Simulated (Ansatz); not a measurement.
## BiAu: pressure and energy less free atoms against volume scale

Periodic Kohn-Sham DFT of a crystal at fixed atoms, scaled to volume_scale times the given cell; pressure positive in compression, energy less spherical unpolarised free atoms, largest_vzz the field gradient of largest size among the nuclei. The results are calculated, by Ansatz 0.2.0.

The cell before it is scaled or strained (space group Fm-3m, No. 225):
```
BiAu
1.0
      0.0000     2.9725     2.9725
      2.9725     0.0000     2.9725
      2.9725     2.9725     0.0000
Au Bi
1 1
Direct
  0.00000 0.00000 0.00000
  0.50000 0.50000 0.50000
```

Settings of every row: method all-electron LAPW; functional PBE; relativity scalar; k mesh 12x12x12; filling fermi-dirac; smearing width 0.03 eV; basis error target 0.25 meV/atom; nucleus gaussian.

Atom start moment: 0 on all atoms.

Limits: no spin-orbit coupling on heavy atoms; the cell comes from a prototype or a list of computed structures and needn't be the stable phase.

```csv
row,volume scale,V (Å³/atom),pressure (GPa),energy less free atoms (eV/atom)
1,0.9405,24.702,5.152,-3.544
2,0.98,25.739,?,?
3,1,26.263,0.025,-3.5677
4,1.02,26.79,-1.321,-3.5655
5,1.06,27.84,-3.563,-3.5492
```

Question: what pressure and energy less free atoms should row 2 give?

Worked fit of pressure. Take u = (V_r/V)^(2/3) − 1 with V_r = 26.526 Å³ an atom, which is twice the finite (Eulerian) strain; such expansions in the strain, on which the Birch-Murnaghan equation of state is built, carry the rest volume and the bulk modulus. The shown rows have u = 0.04864, 0.00666, -0.00658, -0.03172. Least squares give pressure = −0.668 + 102.442 × u + 353.64 × u² GPa; a straight line predicts inner rows, each left out in turn, worse (root mean square 0.36 against 0.011 GPa). The rows lie off it by 0.001, -0.005, 0.006, -0.001 (root mean square 0.004 GPa). The pressure vanishes at u = 0.0064, or V = 26.27 Å³ an atom, and there the bulk modulus at fixed shape and fractions is B = −V dP/dV = (2/3)(1 + u) dP/du = 71.8 GPa. The withheld row has u = 0.02028, so the fit gives −0.668 + 102.442 × (0.02028) + 353.64 × (0.02028)² = 1.555 GPa.

The calculation gave 1.545 GPa. The fit lies 0.010 GPa (0.11 % of the column's range) above it; its largest miss of a shown row is 0.006 GPa.

Worked fit of energy less free atoms. Take u = (V_r/V)^(2/3) − 1 with V_r = 26.526 Å³ an atom, which is twice the finite (Eulerian) strain; such expansions in the strain, on which the Birch-Murnaghan equation of state is built, carry the rest volume and the bulk modulus. The shown rows have u = 0.04864, 0.00666, -0.00658, -0.03172. Least squares give energy less free atoms = −3.56717 − 0.1553 × u + 12.982 × u² eV/atom; a straight line predicts inner rows, each left out in turn, worse (root mean square 0.013 against 0.00017 eV/atom). The rows lie off it by 0.0000, -0.0001, 0.0001, 0.0000. Its lowest point lies at u = 0.0060, or V = 26.29 Å³ an atom, and the curvature there gives the bulk modulus at fixed shape and fractions, B = (4/9)(1 + u)² E″(u)/V = 71.2 GPa. The withheld row has u = 0.02028, so the fit gives −3.56717 − 0.1553 × (0.02028) + 12.982 × (0.02028)² = -3.5650 eV/atom.

The calculation gave -3.5652 eV/atom. The fit lies 0.0002 eV/atom (0.84 % of the column's range) above it; its largest miss of a shown row is 0.0001 eV/atom.
